Diamond is squeezed and stretched uniformly in the calculation below, at the LDA level. Each carbon atom keeps its four equal bonds in every row, and only their length changes. The table follows three properties: the frequency at which neighbouring atoms vibrate against each other, the resistance to a change of shape, and the response of the crystal to an electric field.

Diamond (C, two atoms per cell; 5.51 Å³ per atom at rest), computed with Ansatz 0.2.0: LDA, plane-wave PAW, scalar-relativistic, cutoff 420 eV, k mesh 12×12×12. Phonon frequencies are for the optical modes at the zone centre and, like the dielectric constants, come from linear response. The shear modulus is the Hill average with relaxed atoms.

```csv
volume per atom (Å³),applied pressure (GPa),volume over rest,lowest phonon frequency (cm⁻¹),dielectric clamped,dielectric relaxed,shear modulus (GPa)
5.15,35,none,1415.3,5.68,5.68,608
5.31,18,none,1372.7,5.72,5.72,579
5.40,n/a,0.98,1350.8,5.74,5.74,n/a
5.43,7,none,1343.2,5.75,5.75,559
5.51,0,none,1323.4,5.77,5.77,n/a
5.62,n/a,1.02,1297.0,5.79,5.79,n/a
```

The lowest phonon frequency here belongs to the optical mode at the zone centre, in which the two atoms of the cell move in opposite directions. It is the vibration seen as diamond's Raman line. The shear modulus is an average over directions, with the atoms free to settle inside the strained cell. The clamped dielectric constant is the response with the atoms held in place, and the relaxed one lets them follow the field.

**(a) Why does the vibration become faster on compression, and why does each further gigapascal raise its frequency by less?**

**Solution.** A chemical bond is not an ideal spring. Its energy climbs steeply when the atoms are pushed together and more gently when they are pulled apart. Compression moves every bond towards the steep side, where a small displacement meets a larger restoring force. The masses stay the same, so the atoms vibrate faster.

Volume is the natural scale for this effect, because it fixes the bond length directly. A straight line through the logarithm of the frequency against the logarithm of the volume, fitted by least squares to all six rows, has a slope of −1.01. One per cent less volume therefore means about one per cent more frequency, and the line meets every row to about one part in ten thousand. The size of this slope is called the mode Grüneisen parameter.

Against pressure the same data bend. The frequency gains 2.83 cm⁻¹ per GPa between 0 and 7 GPa, but only 2.51 cm⁻¹ per GPa between 18 and 35 GPa. The bonds have not stopped stiffening. The whole crystal has become harder to compress, so each added gigapascal removes less volume: the bulk modulus in the same calculations grows from 494 GPa at 7 GPa to 591 GPa at 35 GPa.

This also places the two rows that were set by volume instead of pressure. The row at 5.40 Å³ lies 7.6 cm⁻¹ above the one at 7 GPa. At the slope of 2.68 cm⁻¹ per GPa found between 7 and 18 GPa, that is about 3 GPa more, or roughly 10 GPa in all. The row at 5.62 Å³ is larger than the crystal at rest and so stands for a crystal under tension. Neither breaks the trend once the rows are ordered by volume.

The bend matters to anyone who reads pressure from the Raman line. The computed shift from rest to 35 GPa is 1415.3 − 1323.4 = 91.9 cm⁻¹. Divided by the low-pressure slope of 2.83 cm⁻¹ per GPa, it would suggest 32.5 GPa, which is 7 % below the pressure applied. The absolute scale also carries the error of LDA, which makes diamond slightly too small, and that of PAW datasets made for another functional, PBE. Zero-point motion is left out as well.

**(b) Can the frequency be estimated from the resistance to compression alone? What does the shear modulus say about such an estimate?**

**Solution.** Uniform compression and the optical vibration load the same bonds in different ways. Compression shortens all four bonds of an atom together. In the vibration, let one atom move along one of its bonds by a small distance x, away from that neighbour. This bond lengthens by x, while the other three shorten by x/3 each and mostly turn.

Turning matters once the crystal is under pressure. A squeezed bond pushes its two atoms apart, and an atom that steps sideways gives the bond a little more room. The push then helps the displacement along instead of opposing it. Pressure thus acts on the vibration in two ways: it stiffens the bonds against stretching, and it weakens the resistance to sideways motion.

To put numbers on this, treat each bond as a spring that acts only along its own line. Let d be the bond length, K the bulk modulus and P the pressure. The energy and volume of the cell, with its four bonds, then give two constants for each bond:

stretching: k₁ = 4√3 · d · (K − 2P/3)

turning: k₂ = −(4/√3) · d · P

The squares of the length changes in the vibration add up to 1 + 3·(1/9) = 4/3. The squares of the sideways displacements add up to 3·(8/9) = 8/3. The force constant of the mode is therefore

k = (4/3)k₁ + (8/3)k₂.

Take the row at 35 GPa, where the bond length is 1.496 Å and the bulk modulus 591 GPa. Stretching gives k₁ ≈ 588 N/m, and turning gives k₂ ≈ −12 N/m. The sum is k ≈ 784 − 32 = 752 N/m. Two carbon atoms moving against each other have a reduced mass of 6.0 atomic mass units, and this leads to a frequency of 1458 cm⁻¹.

The full calculation gives 1415.3 cm⁻¹, so the estimate is 3 % too high. It takes the bulk modulus, the pressure, the bond length and the atomic mass, and no frequency enters it. At 7 and 18 GPa it is also about 3 % too high. Because the bulk modulus comes from the same level of theory, the agreement tests the link between two properties of the computed crystal, not the accuracy of LDA.

The change with pressure is a sharper test than the absolute value. Between 7 and 35 GPa the springs give a Grüneisen parameter of 0.96, against 1.01 in the full calculation. If turning is ignored, the result is 1.27, which makes the vibration stiffen much too fast. Within this picture, then, a good part of the stiffening of the bonds is offset by the outward push of bonds already under load.

The shear modulus shows where the picture breaks down. Springs that act only along the bonds behave like rods joined by free hinges. At rest, a diamond lattice built in this way could change its shape without changing the length of any bond, and its relaxed shear modulus would be zero. The computed values lie between 559 and 608 GPa, so the real bonds strongly resist a change of the angles between them.

Such angular forces should also raise the optical frequency, yet the springs without them already give too high a value. Something else must therefore make the estimate too high. A likely cause is the coupling between bonds that meet at the same atom: it adds to the stiffness when all bonds shorten together, but not when one lengthens and the others shorten. The data do not separate these two effects, but the small error of the estimate probably hides a cancellation between them.

The three kinds of stiffness also grow at different rates. From 7 to 35 GPa the bulk modulus rises by 20 % and the shear modulus by 9 %. The force constant of the vibration goes as the square of its frequency and rises by 11 %, since (1415.3/1343.2)² = 1.11. The lead of the bulk modulus fits the motions involved. Compression acts straight along the bonds, where repulsion grows fastest. In the vibration and in shear the bonds also turn, and there the outward push of the squeezed bonds takes back part of the gain.

**(c) Compression packs more electrons into each cubic ångström. Why does the dielectric constant fall all the same?**

**Solution.** The two dielectric columns agree in every row, and this narrows the question. Both atoms of the cell are carbon and occupy equivalent sites, so by symmetry neither carries an effective charge when it moves. The optical vibration creates no dipole, and a field does not pull the two atoms apart. The stiffening found in (a) therefore has no direct part in the dielectric constant, which comes from the electrons alone.

What counts is how many electrons respond and how far each one shifts. Over the whole series the density rises by 9.0 %. The response of each atom, taken as (ε − 1) times the volume per atom, with ε the dielectric constant, falls by 10.4 %. The second change slightly outweighs the first, so ε goes down.

The electrons shift less because they are held more tightly. A field polarises a bond by mixing a little of the empty antibonding states into the filled bonding states. When the atoms move closer, their orbitals overlap more, and the bonding and antibonding levels move further apart. Mixing then costs more energy, and the same field displaces the electrons less.

An electron bound like a mass on a spring makes this quantitative. Its displacement in a field goes as 1/E², where E is the average energy between bonding and antibonding states. The quantity ε − 1 then goes as the electron density divided by E². A simple rule for covalent bonds lets E grow as 1/d². In terms of the volume V, the density goes as 1/V and 1/E² as V^(4/3), so that ε − 1 goes as V^(1/3).

The cube root turns a large change of volume into a small change of ε. Starting from the value at 5.62 Å³, the rule predicts 5.66 for the most compressed row, where the full calculation gives 5.68. Had each atom kept its response unchanged, ε would have risen to 6.23. The rule thus makes the fall slightly too large. The calculation reports a numerical uncertainty of about 0.015 for each ε, but most of it is probably common to all rows, since the values change smoothly with volume. The fall is therefore more reliable than the absolute value.

The energy E must not be confused with the band gap. The smallest direct gap found in the calculation widens from 5.57 to 5.81 eV, a factor of 1.044, whose square is 1.09. Put in place of E, it would just cancel the rise in density and leave ε almost unchanged. Within this model the bonding and antibonding states as a whole must therefore move apart by a larger factor than the two states at this direct gap do.

The same balance can be applied to a neighbouring covalent crystal. If the average energy E grows faster than the square root of the density, compression lowers the electronic dielectric constant; if it grows more slowly, compression raises it. Diamond lies only a little to the first side of this balance, which is why its dielectric constant hardly moves under pressure.
